Q: I measure spectra of 5d compounds and would like a feel for the Hubbard U of these elements without running anything. Which quantities would I be estimating?

A: Three energies, computed here for singly charged 5d ions with PBE, scalar relativity and no spin. F0 is the Slater integral, the average Coulomb repulsion of two electrons in the frozen 5d radial orbital. Bare U is the curvature of the total energy E when the 5d occupation n changes by a step δ and all orbitals relax, so the charge of the ion changes:

U = [E(n + δ) − 2E(n) + E(n − δ)] / δ²

Screened U is the same curvature when the 6s shell gives up or receives the charge, so that the ion stays +1. In every row screened U < bare U < F0, and all three rise from Lu+ to Au+. The estimate is a chain: count the charge a 5d electron feels, turn it into F0, and turn F0 into the two values of U.

Singly charged 5d ions, computed with radks 1 (radial solver with Libxc): all-electron scalar-relativistic PBE, spherical densities, no spin polarisation, Fermi nuclear charge distribution. U is the second difference of the energy for 5d occupation steps of 0.25 electrons, orbitals relaxed; the ion's charge changes for bare U, while 6s compensates at fixed charge for screened U.

```
species   Z  electrons          configuration  nuclear rms radius (fm)  bare U (eV)  screened U (eV)  F0 (eV)  bare U / F0  screened / bare U
    Lu+  71         70      [Xe] 4f14 5d1 6s1                   5.3700       7.8879          0.41619   9.9406        0.793              0.053
    Hf+  72         71      [Xe] 4f14 5d2 6s1                   5.3470       8.4038          0.53515   10.909        0.770              0.064
    Ta+  73         72  [Xe] 4f14 5d2.5 6s1.5                   5.3507       9.1978          0.70538   12.031        0.765              0.077
    Re+  75         74  [Xe] 4f14 5d4.5 6s1.5                   5.3698       10.120          0.91677   13.599        0.744              0.091
    Os+  76         75      [Xe] 4f14 5d6 6s1                   5.4126       10.345          0.96500   14.105        0.733              0.093
    Pt+  78         77      [Xe] 4f14 5d8 6s1                   5.4270       11.221           1.1657   15.490        0.724              0.104
    Au+  79         78  [Xe] 4f14 5d8.5 6s1.5                   5.4371       11.817           1.3135   16.362        0.722              0.111
```

Q: Why should a charge count tell me F0?

A: F0 is a repulsion across the shell, so it scales as one over the size of the shell. The magnitude fits for Lu+, the one row whose radius is at hand: the same calculation gives a mean 5d radius of 2.50 bohr, for which e²/⟨r⟩ is 10.88 eV, and F0 is 0.91 of that. The size in turn is set by the pull of the screened nucleus. Each step along the row adds a proton, which the added 5d electron hides only partly from its neighbours in the same shell, so the shell contracts and F0 rises. Slater's rules put this into a count with nothing fitted: the 68 electrons of [Xe] 4f14 screen fully, each other 5d electron screens 0.35, and the outer 6s electrons screen nothing.

Z* = Z − 68 − 0.35 (n − 1)

Q: For a hydrogen-like orbital the inverse radius is proportional to the charge. Is F0 then proportional to Z*?

A: The numbers say no. From Lu+ to Pt+, which share the form 5d^n 6s1, Z* grows by a factor 2.52 and F0 by only 1.56. A straight-line fit of ln F0 against ln Z* over all seven rows gives an exponent of 0.48, so a square root serves. Its prefactor, the geometric mean of F0/√Z* over the seven rows, is 5.675 eV, which I round:

F0 ≈ 5.7 √Z* eV

The reason theory offers is penetration. A 5d electron spends part of its time inside the 5s, 5p and 4f shells, so it feels more charge than the count allows, and in Lu+ the computed ⟨1/r⟩ is 4.4 times the hydrogenic Z*/25 per bohr. If the charge felt is Z* plus a sizeable constant, the relative growth along the row is slower than that of Z*. A least-squares line with such an offset, F0 = 6.60 + 1.184 Z*, indeed misses the table values by only 1.1% rms. The square root has no derivation; it is kept because it does slightly better with one fitted constant instead of two, though its exponent was also chosen from these rows.

Q: And how do I get from F0 to the bare U?

A: Bare U lies below F0 for two reasons that add. When 5d charge is put in, all orbitals swell a little and soften the repulsion, and the exchange-correlation energy of PBE has a curvature of its own that F0 does not contain; these numbers do not separate the two. The crudest rule, three quarters of F0, is off by up to 5.5% of the table value, at Lu+, because the ratio bare U / F0 falls steadily from 0.793 to 0.722. My guess, untested here, is that a fuller 5d shell has more electrons able to relax. An unweighted least-squares line of bare U against F0 over all seven rows absorbs the drift, and rounded it reads:

bare U ≈ 1.8 eV + 0.61 F0

Q: The screened values are roughly nine to nineteen times smaller than the bare ones. Where does so much cancellation come from?

A: Take the second-order part of the energy for a change x of the 5d occupation and y of the 6s occupation, with curvatures U_dd, U_ds and U_ss. The linear terms cancel in the second difference and can be left out:

E₂ = ½ U_dd x² + U_ds x y + ½ U_ss y²

Fixed charge means y = −x, so

screened U = U_dd − 2 U_ds + U_ss

The Coulomb part of this is the self-repulsion of the difference between the 5d and 6s densities. It would vanish if the two shells coincided, and it grows if the 5d shell contracts faster than the 6s, as is expected along this row, though radii are at hand for Lu+ alone. That argues for a small value that climbs faster than F0, and the table fits this picture: from Lu+ to Pt+ screened U grows by a factor 2.80. The share of bare U that the 6s removes falls from 94.7% at Lu+ to 88.9% at Au+.

A first-principles shortcut does not work. Treating 5d and 6s as thin concentric shells gives e²(⟨1/r⟩5d − ⟨1/r⟩6s) = 4.12 eV for Lu+, about ten times the computed 0.416 eV. The size depends on the average chosen, but 1/⟨r⟩ in place of ⟨1/r⟩ still gives 2.8 eV. The estimate ignores that real shells are thick, overlap and relax, and it leaves out the exchange-correlation curvature. So the third step is again an empirical line, fitted and rounded like the second. In both lines slope and intercept trade against each other, and neither carries a physical meaning alone.

screened U ≈ 0.14 (F0 − 7.0 eV)

Q: Work it through for me, once near each end.

A: Take Hf+, 5d2 6s1, with Z = 72 and n = 2.

Z* = 72 − 68 − 0.35 × 1 = 3.65, √Z* = 1.910
F0 ≈ 5.7 × 1.910 = 10.89 eV (table 10.91)
bare U ≈ 1.8 + 0.61 × 10.89 = 8.44 eV (table 8.40)
screened U ≈ 0.14 × (10.89 − 7.0) = 0.545 eV (table 0.535)

Then Au+ at the fractional point 5d8.5 6s1.5, with Z = 79 and n = 8.5.

Z* = 79 − 68 − 0.35 × 7.5 = 8.375, √Z* = 2.894
F0 ≈ 5.7 × 2.894 = 16.50 eV (table 16.36)
bare U ≈ 1.8 + 0.61 × 16.50 = 11.86 eV (table 11.82)
screened U ≈ 0.14 × (16.50 − 7.0) = 1.33 eV (table 1.31)

Both rows entered all three fits, so their agreement shows that the forms are adequate and is no prediction. A fairer trial fits the prefactor and both lines on the four 6s1 rows alone and applies the chain to Ta+, Re+ and Au+, though the square root itself was chosen with all seven rows in view. F0 then comes within 0.5% of the table values, bare U within 1.0% and screened U within 2.1%, with Au+ lying beyond the calibration rows.

Q: Those look like kind rows. What is the worst I should expect?

A: Over all seven rows the rounded chain has rms errors, relative to the table values, of 0.8% for both F0 and bare U and 3.0% for screened U. The worst row for both U values is Os+, where bare U comes out 1.4% and screened U 5.2% too high. The screened step magnifies errors because a large part of F0 is subtracted away before the slope is applied.

Os+ shows the two sources. The rule gives F0 = 14.25 eV against 14.105 eV in the table, and the excess times 0.14 puts 0.020 eV into screened U. The line itself, fed with the table's F0, is a further 0.030 eV too high. Both are far above the last printed digit, so rounding of the table does not cause them. They are misfits of the model to the table, whose own error from the occupation step is not known.

Q: Bare U rises by 0.79 eV from Hf+ to Ta+ but by only 0.23 eV from Re+ to Os+. Is something special happening near the half-filled shell?

A: No such effect can appear, because spin is switched off and the shells are spherical averages. The uneven steps follow the configuration column. Ta+, Re+ and Au+ are 6s1.5 reference points with half a 5d electron fewer than a 6s1 ion of the same Z, so their Z* is higher by 0.5 × 0.35 = 0.175 and their shell is tighter. Going from Re+ to Os+ adds one proton but one and a half 5d electrons, hence the short step.

The rule captures most of this for F0 and only about half for U. Measured against a least-squares quadratic in Z through the four 6s1 rows, F0 of Re+ sits 0.22 eV high, and the count predicts 0.21 eV. At Ta+ the pair is 0.275 and 0.238 eV, and at Au+, where the curve is extrapolated, 0.266 and 0.173 eV. For bare U the offset at Re+ is 0.24 eV and the chain supplies 0.13 eV; roughly half is also what it recovers at Ta+ and Au+ and for screened U. So the division of electrons between 5d and 6s acts on U by some route besides F0, possibly the amount of relaxation, which remains a guess. This leaves the fitted lines low on the three 6s1.5 rows and high on Hf+, Os+ and Pt+; Lu+, where they are slightly low, is the exception among the 6s1 rows.

Q: Can I carry the rule to other charges, other rows, or my solids?

A: The range is Z* from 3.0 to 8.4 at charge +1, and the zero of the screened line at F0 = 7 eV lies outside it and should not be read as perfect screening. The charge limit is real: the count lets 6s screen nothing, so it would give Hf2+ 5d2 the same F0 as Hf+ 5d2 6s1, whereas removing an electron that partly penetrates should tighten the shell somewhat. At fixed charge the 6s occupation is tied to Z and n, so these rows cannot cleanly separate screening by 6s from screening among the 5d electrons. Whether the step of a quarter electron shifts the small screened values is untested.

The rows are also configuration averages without spin-orbit coupling, and several are not the ion in your source. Hf+ is really 5d1 6s2, Au+ is 5d10, and Re+ is a high-spin 5d5 6s1 ion with exchange effects that this calculation excludes. For Au+ 5d10 the shell is full and the 6s empty, so the transfer can run one way only and the symmetric curvature is not defined.

For the 3d series the logic carries over and the constants do not. The 3d orbital has no radial node and is more compact, so F0 and bare U should be larger, and it lies deeper inside its s shell, so the s electron should cancel a smaller share. In the 5d row relativity pulls the 6s inward and lets the 5d expand, which brings the two densities together and favours the strong cancellation seen here. In a solid the screening charge comes from bands and ligands as well, so the screened U of this table is not the U to put into a lattice model. It is the curvature of the energy as charge moves between 5d and 6s in a free ion; the cost of the transfer itself also has a part linear in the charge moved.
